# Stationary solution of the Kramers equation and the fluctuation–dissipation relation

## Statement

A classical particle of mass $m$ with $d$ Cartesian coordinates obeys the Langevin equations

$$dq=\frac{p}{m}\,dt,\qquad dp=-\nabla U(q)\,dt-\gamma p\,dt+\sigma\,dW. \tag{1}$$

Here $\gamma>0$ is a rate, so the friction force is $-m\gamma\dot q$. The noise amplitude $\sigma$ is constant, and $W$ is a $d$-dimensional Wiener process with $\langle dW_i\,dW_j\rangle=\delta_{ij}\,dt$. Let $H=p^2/2m+U(q)$ and $\beta=1/k_BT$.

**(A)** For each smooth $U$, the function $e^{-\beta H}$ is a stationary solution of the equation for the phase-space density if and only if

$$\sigma^2=2\gamma m k_BT. \tag{2}$$

It defines a probability density $\rho_{eq}=e^{-\beta H}/Z$ only when $Z=\int e^{-\beta H}\,dq\,dp$ is finite.

**(B)** If (2) holds and $Z$ is finite, the relative entropy $D(t)=\int\rho\ln(\rho/\rho_{eq})\,dq\,dp$ is non-negative and obeys

$$\frac{dD}{dt}=-\gamma m k_BT\int\rho\,\Big|\nabla_p\ln\frac{\rho}{\rho_{eq}}\Big|^2dq\,dp\;\le 0. \tag{3}$$

**(C)** $D$ stays constant over a time interval only if $\rho=\rho_{eq}$.

In terms of the random force $R=\sigma\,dW/dt$, condition (2) reads $\langle R_i(t)R_j(t')\rangle=2\gamma mk_BT\,\delta_{ij}\,\delta(t-t')$: the strength of the fluctuations is fixed by the friction and the temperature.

**Premises.** $U$ is time independent and twice differentiable. Configuration space is connected, and it is either a periodic cell or $\mathbb{R}^d$ with $U$ confining enough that $Z<\infty$ and that trajectories do not escape in finite time. The density $\rho$ is smooth, positive and normalised, has finite $D$, and decays fast enough that surface terms vanish in integrations by parts.

## Step 1. The Kramers equation

For a smooth test function $f(q,p)$, Itô's rule keeps the second-order term in $dp$, because $dp_i\,dp_j=\sigma^2\delta_{ij}\,dt$. No second-order term in $dq$ survives, since $dq$ is of order $dt$. The term linear in $dW$ has zero mean, so

$$\frac{d\langle f\rangle}{dt}=\Big\langle \frac{p}{m}\cdot\nabla_qf-(\nabla U+\gamma p)\cdot\nabla_pf+\frac{\sigma^2}{2}\nabla_p^2f\Big\rangle. \tag{4}$$

Write $\langle f\rangle=\int f\rho\,dq\,dp$ and move the derivatives onto $\rho$ by parts, once for each first-order term with a change of sign, and twice for the Laplacian. Since $f$ is arbitrary,

$$\partial_t\rho=A\rho+\nabla_p\cdot J,\qquad A=-\frac{p}{m}\cdot\nabla_q+\nabla U\cdot\nabla_p,\qquad J=\gamma p\rho+\frac{\sigma^2}{2}\nabla_p\rho. \tag{5}$$

This is the equation of Kramers (1940). Three properties of $A$ are used below. It is a first-order operator, so it obeys the product and chain rules. It is a pure divergence, $A\psi=-\nabla_q\cdot(p\psi/m)+\nabla_p\cdot(\psi\nabla U)$, because $p/m$ does not depend on $q$ and $\nabla U$ does not depend on $p$; hence $\int A\psi\,dq\,dp=0$. And it annihilates the energy, $AH=-(p/m)\cdot\nabla U+\nabla U\cdot(p/m)=0$.

## Step 2. Proof of (A)

By the chain rule, $Ae^{-\beta H}=-\beta e^{-\beta H}AH=0$ whatever $U$ is. With $\nabla_pe^{-\beta H}=-\beta(p/m)e^{-\beta H}$ the current becomes

$$J=\Big(\gamma-\frac{\beta\sigma^2}{2m}\Big)\,p\,e^{-\beta H}.$$

Using $\nabla_p\cdot p=d$,

$$Ae^{-\beta H}+\nabla_p\cdot J=\Big(\gamma-\frac{\beta\sigma^2}{2m}\Big)\Big(d-\frac{\beta p^2}{m}\Big)e^{-\beta H}. \tag{6}$$

If (2) holds, the first bracket vanishes and $e^{-\beta H}$ is stationary. Conversely, stationarity requires (6) to vanish at every point. At $p=0$ the second bracket is $d\neq0$ and the exponential is positive, so the first bracket must vanish, which is (2). The potential entered only through the positive factor $e^{-\beta U}$, so the equivalence holds for each single $U$.

Two consequences follow. For arbitrary $\gamma,\sigma>0$, equation (2) can be read as a definition of temperature: the dynamics leaves the canonical density at

$$T_{\rm eff}=\frac{\sigma^2}{2\gamma mk_B} \tag{7}$$

invariant, so a mismatched noise amplitude gives a canonical state at another temperature. Setting $f=H$ in (4) gives the energy balance

$$\frac{d\langle H\rangle}{dt}=-\frac{\gamma\langle p^2\rangle}{m}+\frac{d\,\sigma^2}{2m}=\gamma\Big(d\,k_BT-\frac{\langle p^2\rangle}{m}\Big), \tag{8}$$

where the last form uses (2). Heating by the noise balances the frictional loss at equipartition.

## Step 3. Proof of (B)

Let $h=\rho/\rho_{eq}$. The function $h\ln h$ is convex and $\int\rho_{eq}h=1$, so Jensen's inequality gives $D=\int\rho_{eq}\,h\ln h\ge 1\cdot\ln 1=0$, with equality only for $h=1$.

Rewrite (5) in terms of $h$. The product rule and $A\rho_{eq}=0$ give $A\rho=\rho_{eq}Ah$. Further, $\rho_{eq}\nabla_ph=\nabla_p\rho+\beta(p/m)\rho$, and multiplication by $\gamma mk_BT=\sigma^2/2$ reproduces $J$. Therefore

$$\partial_t\rho=\rho_{eq}Ah+\gamma mk_BT\,\nabla_p\cdot(\rho_{eq}\nabla_ph). \tag{9}$$

Differentiate $D$:

$$\frac{dD}{dt}=\int(\partial_t\rho)\ln h+\int\rho\,\frac{\partial_th}{h}.$$

The second integral equals $\int\partial_t\rho=0$ by conservation of probability. In the first, insert (9).

*Hamiltonian part.* With $\phi(h)=h\ln h-h$ one has $\phi'=\ln h$, so $\rho_{eq}(Ah)\ln h=\rho_{eq}A\phi(h)=A(\rho_{eq}\phi)$. This is a divergence and integrates to zero.

*Dissipative part.* One integration by parts in $p$ gives $-\gamma mk_BT\int\rho_{eq}\,\nabla_ph\cdot\nabla_p\ln h$. Since $\rho_{eq}\nabla_ph=\rho\,\nabla_p\ln h$, this is the right-hand side of (3).

The thermodynamic meaning follows from $\ln\rho_{eq}=-\beta H-\ln Z$. With $S=-k_B\int\rho\ln\rho$ and $F_{eq}=-k_BT\ln Z$, both taken with the same unit of phase-space volume,

$$k_BT\,D=\langle H\rangle-TS-F_{eq}.$$

Result (B) says that the non-equilibrium free energy never rises. The entropy $S$ alone can fall, as it does on cooling.

## Step 4. Proof of (C)

Suppose $dD/dt=0$ throughout an interval. Because $\rho>0$, (3) forces $\nabla_ph=0$, so $h=h(q,t)$. Equation (9) then reduces to $\partial_th=-(p/m)\cdot\nabla_qh$ for all $p$. The left side is independent of $p$ and the right side is linear in $p$, so both $\partial_th$ and $\nabla_qh$ vanish. On a connected space $h$ is constant, and normalisation gives $h=1$. In particular $\rho_{eq}$ is the only stationary density in the class of the premises.

The rate can still vanish at an instant, namely whenever $\rho$ is a Maxwell distribution at $T$ times an arbitrary function of $q$. An example is a canonical density displaced by $(\bar q,\bar p)$ in the well $U=m\omega^2q^2/2$. It keeps its shape, $D=\beta(m\omega^2\bar q^2+\bar p^2/m)/2$, and the mean equations $\dot{\bar q}=\bar p/m$, $\dot{\bar p}=-m\omega^2\bar q-\gamma\bar p$ give $dD/dt=-\gamma\beta\bar p^2/m$. This is zero at each turning point. No bound $dD/dt\le-\lambda D$ with $\lambda>0$ can therefore hold in general, and rates of convergence need further arguments, known as hypocoercivity.

## Step 5. Friction tensors

Electronic friction at a metal surface couples coordinates and depends on position. Take a constant symmetric positive-definite mass matrix $M$, velocities $v=M^{-1}p$, $H=p^{\sf T}M^{-1}p/2+U$, and

$$dq=v\,dt,\qquad dp=-\nabla U\,dt-\Lambda(q)\,v\,dt+\Sigma(q)\,dW .$$

The Itô and Stratonovich readings coincide, because $\Sigma$ depends only on $q$ and the noise acts only on $p$. Step 1 now gives $J=\Lambda v\rho+B\nabla_p\rho$ with $B=\Sigma\Sigma^{\sf T}/2$. On $e^{-\beta H}$ this is $J=Kv\,e^{-\beta H}$ with $K=\Lambda-\beta B$, and

$$\nabla_p\cdot J=\big[\operatorname{tr}(KM^{-1})-\beta\,v^{\sf T}Kv\big]e^{-\beta H}.$$

The quadratic form must vanish for all $v$, so the symmetric part of $K$ is zero. The trace of an antisymmetric matrix times the symmetric $M^{-1}$ then vanishes as well. Stationarity is thus equivalent to

$$\Sigma\Sigma^{\sf T}=k_BT\,(\Lambda+\Lambda^{\sf T})\quad\text{at every } q, \tag{10}$$

which reduces to (2) when $\Lambda$ is $m\gamma$ times the unit matrix. An antisymmetric part of $\Lambda$ is unconstrained. It does no work and is divergence free in $p$, so it shares the three properties of $A$ and drops out of Step 3, where the rate becomes $-\int\rho\,(\nabla_p\ln h)^{\sf T}B\,\nabla_p\ln h\le0$. Result (C) carries over when $B$ is positive definite.

## Range of validity

1. **Classical motion.** For a harmonic mode with $x=\hbar\omega/k_BT$, the ratio of quantum to classical mean energy is $(x/2)\coth(x/2)$. The canonical density of (A) is physical only for $x\ll1$.
2. **White noise.** The memory time of the bath must be short against $1/\omega$. Otherwise friction becomes a memory kernel, and (5) no longer closes in $(q,p)$.
3. **One temperature.** For two baths with symmetric $\Lambda_1,\Lambda_2$, each obeying (10) at its own temperature $T_1\ne T_2$, a canonical state needs $(T_1-T)\Lambda_1=(T-T_2)\Lambda_2$ at all $q$. The tensors must be proportional with a ratio independent of position. For constant scalar rates this holds, and (7) gives $T_{\rm eff}=(\gamma_1T_1+\gamma_2T_2)/(\gamma_1+\gamma_2)$.
4. **Finite $Z$.** An open desorption channel makes $Z$ infinite. The function $e^{-\beta H}$ still solves the stationary equation but cannot be normalised.
5. **Continuous time.** Discretisation shifts the stationary density. For $U=0$ the Euler step $p\to(1-\gamma\Delta t)p+\sigma\sqrt{\Delta t}\,\xi$, with $\xi$ a standard normal number, has the stationary variance $\sigma^2\Delta t/[1-(1-\gamma\Delta t)^2]=mk_BT/(1-\gamma\Delta t/2)$. The step $p\to e^{-\gamma\Delta t}p+[mk_BT(1-e^{-2\gamma\Delta t})]^{1/2}\xi$ preserves the Maxwell distribution exactly, and a bias then comes only from the integration of the Hamiltonian part.

## Illustration: lateral motion of CO on Cu(100)

**Model.** One coordinate $q$ runs along a close-packed row, from on-top site over bridge site to on-top site. The inputs are approximate: period $a=2.55$ Å, mass $m=28.01$ u (the whole molecule, with its tilt ignored), frustrated-translation wavenumber 32 cm$^{-1}$, and an electronic friction time $1/\gamma=40$ ps, which is a typical order of magnitude. Thus $\gamma=0.025$ ps$^{-1}$, $\omega=6.03$ ps$^{-1}$ and $\gamma/\omega=0.004$. Take $U=(V/2)[1-\cos(2\pi q/a)]$. Matching the curvature at $q=0$ to $m\omega^2$ gives $V=2m\omega^2(a/2\pi)^2=35$ meV, and this rounded value is used below. The cell is periodic, so $Z$ is finite.

**Noise and stationary state.** For electrons at $T=150$ K, $k_BT=12.9$ meV, the thermal momentum is $(mk_BT)^{1/2}=59.1$ u Å ps$^{-1}$, and (2) gives $\sigma=13.2$ u Å ps$^{-3/2}$. The stationary density at the on-top site exceeds that at the bridge site by $e^{V/k_BT}=15$, whatever $\gamma$ is. A noise amplitude 10 % too large gives $T_{\rm eff}=181.5$ K by (7), and the ratio falls to 9.4.

**Relative entropy.** Start from the canonical state at $T_0=100$ K, with $\beta_0=1/k_BT_0$. Then $\ln h=-(\beta_0-\beta)H+\ln(Z/Z_0)$, and $D$ splits into a momentum part and a position part. The Gaussian momentum part is

$$D_p=\tfrac12\Big[\frac{T_0}{T}-1-\ln\frac{T_0}{T}\Big]=0.036 .$$

For the position part put $z=V/2k_BT$ and $z_0=V/2k_BT_0$. The configuration integral is $a\,e^{-z}I_0(z)$ and $\langle\cos(2\pi q/a)\rangle_0=I_1(z_0)/I_0(z_0)$, with $I_n$ the modified Bessel functions. Hence

$$D_q=\ln\frac{I_0(z)}{I_0(z_0)}+(z_0-z)\frac{I_1(z_0)}{I_0(z_0)} .$$

The two terms nearly cancel, so guard digits are kept: $z=1.3539$, $z_0=2.0308$, $I_0(z)=1.5135$, $I_0(z_0)=2.3293$, $I_1(z_0)=1.6369$. This gives $D_q=0.045$, against $D_q=D_p$ for a harmonic well. The total is $D(0)=0.081$, a free-energy excess $k_BT\,D(0)=1.0$ meV.

**Initial rate.** Here $\partial_p\ln h=-(\beta_0-\beta)p/m$ and $\langle p^2\rangle_0=mk_BT_0$, so (3) gives, for any $U$,

$$\frac{dD}{dt}\Big|_0=-\gamma\,\frac{(T-T_0)^2}{TT_0}=-0.0042\ {\rm ps^{-1}} .$$

The ratio $D(0)/|dD/dt|_0$ is 19 ps. Equation (8) gives the initial heating rate $\gamma k_B(T-T_0)=0.11$ meV ps$^{-1}$.

**Conditions.** The quantum is $\hbar\omega/k_B=46$ K, so $(x/2)\coth(x/2)=1.018$ at 100 K and 1.008 at 150 K. The C–O stretch, at approximately 2080 cm$^{-1}$, has $x=20$ at 150 K and a ratio of 10, and lies outside the theory. An electronic energy scale of typically 1 eV implies a memory time $\hbar/(1\ {\rm eV})=0.7$ fs, short against the period $2\pi/\omega=1.04$ ps.

**Phonon friction, omitted above, is of the same size.** Couple the molecule by a spring $k=m\omega^2$ to one Cu atom of mass $M_{\rm Cu}=63.55$ u with displacement response $u=G(\omega)\times$ force. To first order in $G$, $u=Gkq$, so the force on the molecule gains the term $k^2Gq$. For $q\propto e^{-i\omega t}$ a friction force equals $i\omega m\gamma_{ph}q$, so $m\gamma_{ph}\omega=k^2\operatorname{Im}G$. For a normalised density of modes $g$, $G=M_{\rm Cu}^{-1}\int g(\omega')\,d\omega'/[\omega'^2-(\omega+i0)^2]$, so $\operatorname{Im}G=\pi g(\omega)/2M_{\rm Cu}\omega$. The Debye form $g=3\omega^2/\omega_D^3$ yields

$$\gamma_{ph}=\frac{3\pi}{2}\,\frac{m}{M_{\rm Cu}}\,\frac{\omega^4}{\omega_D^3}.$$

The measured Debye temperature of bulk Cu, 343 K (as listed by Wikipedia, temperature not stated), gives $\omega_D=44.9$ ps$^{-1}$, $\omega/\omega_D=0.13$ and $\gamma_{ph}\approx0.03$ ps$^{-1}$. This is an order-of-magnitude estimate, since it uses bulk modes for a surface atom and gives the friction at the frequency $\omega$ only. If it is treated as a second constant rate and the lattice is also at 150 K, the stationary density and $D(0)$ are unchanged and the initial rates grow by a factor of about 2. If the lattice stays at 100 K, the stationary state is canonical at $T_{\rm eff}\approx1.2\times10^2$ K, and (3) holds for the relative entropy to that state, with $T_{\rm eff}$ and the total rate $\gamma+\gamma_{ph}$.